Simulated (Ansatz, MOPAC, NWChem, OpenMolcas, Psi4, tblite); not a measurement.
**Si2H6O (disilanol): methods side by side**

The runs start from one conformer, not always the lowest.

Si2H6O, singlet, SMILES `O[SiH2][SiH3]`. Each level relaxes the structure for itself.

Each level gives the highest harmonic wavenumber at each level's own minimum (cm⁻¹). The values are calculated.

```
                                  level            kind     program  value (cm⁻¹)
                                    PM3  semi-empirical       MOPAC          3925
                               GFN2-xTB  semi-empirical      tblite          3686
                                  MNDOD  semi-empirical       MOPAC          3999
                               GFN1-xTB  semi-empirical      tblite          3805
                               HF/3-21G    Hartree–Fock  OpenMolcas          3974
        HF/6-31G* (spherical functions)    Hartree–Fock      NWChem          4126
        HF/6-31G* (Cartesian functions)    Hartree–Fock  OpenMolcas          4142
                      PBE0-D4/def2-TZVP   global hybrid      Ansatz          3925
B3LYP-D3(BJ)/def2-SVP (density fitting)   global hybrid        Psi4          3871
```

Harmonic and unscaled. The values span 3686 to 4142 cm⁻¹.

The highest mode of disilanol is the O–H stretch. Hydrogen moves against oxygen in a short, stiff, polar bond, whereas the Si–H bonds are longer and softer and vibrate well below it. The spread therefore measures how stiff each method makes one nearly isolated bond.

All three Hartree–Fock values lie above both hybrid values, with the two 6-31G* results highest at 4126 and 4142 cm⁻¹, as expected when missing electron correlation leaves the O–H potential too steep. The semi-empirical methods show no common bias: MNDOD lies above both hybrids and GFN2-xTB below them. PM3 matches PBE0 at 3925 cm⁻¹, but agreement in a single mode doesn't show that the two describe the force field equally well.

Anharmonicity lowers an O–H fundamental substantially, so the hybrid values should lie above the observed band of a free silanol group. GFN2-xTB, at 3686 cm⁻¹ before any such lowering, probably makes the bond too soft. The ranking says nothing about the Si–Si and Si–O skeletal modes.
